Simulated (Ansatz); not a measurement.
# LaAg: the change of energy less free atoms and pressure with volume per atom

Periodic Kohn-Sham DFT of a crystal at fixed atoms; pressure and stress are positive in compression; the energy is the free energy less that of spherical unpolarised free atoms; site moments are those in the method's own spheres, positive along +z. The results are calculated, by Ansatz 0.2.0.

Cell of the first row (space group Pm-3m, No. 221):
```
cell vectors (Å)
   3.6832     0.0000     0.0000
   0.0000     3.6832     0.0000
   0.0000     0.0000     3.6832
atoms (fractions of the cell vectors)
La  0.50000  0.50000  0.50000
Ag  0.00000  0.00000  0.00000
```

Settings of every row: method all-electron LAPW; functional PBEsol; relativity scalar; k mesh 9x9x9; filling fermi-dirac; smearing width 0.08 eV; basis error target 0.25 meV/atom; nucleus gaussian.

Atom start moment: 0 on all atoms.

Limits: no spin-orbit coupling on heavy atoms.

| row | volume per atom (Å³) | energy less free atoms (eV/atom) | pressure (GPa) |
| --- | --- | --- | --- |
| 1 | 24.984 | -4.5304 | 3.771 |
| 2 | 25.516 | -4.5404 | 2.279 |
| 3 | 26.047 | ? | ? |
| 4 | 26.313 | -4.5467 | 0.312 |
| 5 | 26.579 | -4.5467 | -0.28 |
| 6 | 26.844 | -4.5458 | -0.84 |
| 7 | 27.11 | -4.5439 | -1.372 |
| 8 | 27.642 | -4.5377 | -2.355 |
| 9 | 28.173 | -4.5284 | -3.24 |

Question: what energy less free atoms and pressure should row 3 give?

Worked fit of energy less free atoms. Take u = (V_r/V)^(2/3) − 1 with V_r = 26.712 Å³ an atom, which is twice the finite (Eulerian) strain; such expansions in the strain, on which the Birch-Murnaghan equation of state is built, carry the rest volume and the bulk modulus. The shown rows have u = 0.04559, 0.03101, 0.01008, 0.00333, -0.00328, -0.00981, -0.02256, -0.03488. Least squares give energy less free atoms = −4.54636 − 0.1405 × u + 10.75 × u² eV/atom; a straight line predicts inner rows, each left out in turn, worse (root mean square 0.0057 against 3.2e-05 eV/atom). All shown rows lie on it to the printed digit. Its lowest point lies at u = 0.0065, or V = 26.45 Å³ an atom, and the curvature there gives the bulk modulus at fixed shape and fractions, B = (4/9)(1 + u)² E″(u)/V = 58.6 GPa. The withheld row has u = 0.01695, so the fit gives −4.54636 − 0.1405 × (0.01695) + 10.75 × (0.01695)² = -4.5457 eV/atom.

The calculation gave -4.5457 eV/atom. The fit meets it to the printed digit.

Worked fit of pressure. Take u = (V_r/V)^(2/3) − 1 with V_r = 26.712 Å³ an atom, which is twice the finite (Eulerian) strain; such expansions in the strain, on which the Birch-Murnaghan equation of state is built, carry the rest volume and the bulk modulus. The shown rows have u = 0.04559, 0.03101, 0.01008, 0.00333, -0.00328, -0.00981, -0.02256, -0.03488. Least squares give pressure = −0.5643 + 84.643 × u + 228.7 × u² GPa; a straight line predicts inner rows, each left out in turn, worse (root mean square 0.12 against 0.0016 GPa). The rows lie off it by 0.001, -0.001, 0.000, 0.000, -0.001, 0.001, 0.002, -0.002. The pressure vanishes at u = 0.0066, or V = 26.45 Å³ an atom, and there the bulk modulus at fixed shape and fractions is B = −V dP/dV = (2/3)(1 + u) dP/du = 58.8 GPa. The withheld row has u = 0.01695, so the fit gives −0.5643 + 84.643 × (0.01695) + 228.7 × (0.01695)² = 0.936 GPa.

The calculation gave 0.933 GPa. The fit lies 0.003 GPa (0.043 % of the column's range) above it; its largest miss of a shown row is 0.002 GPa.
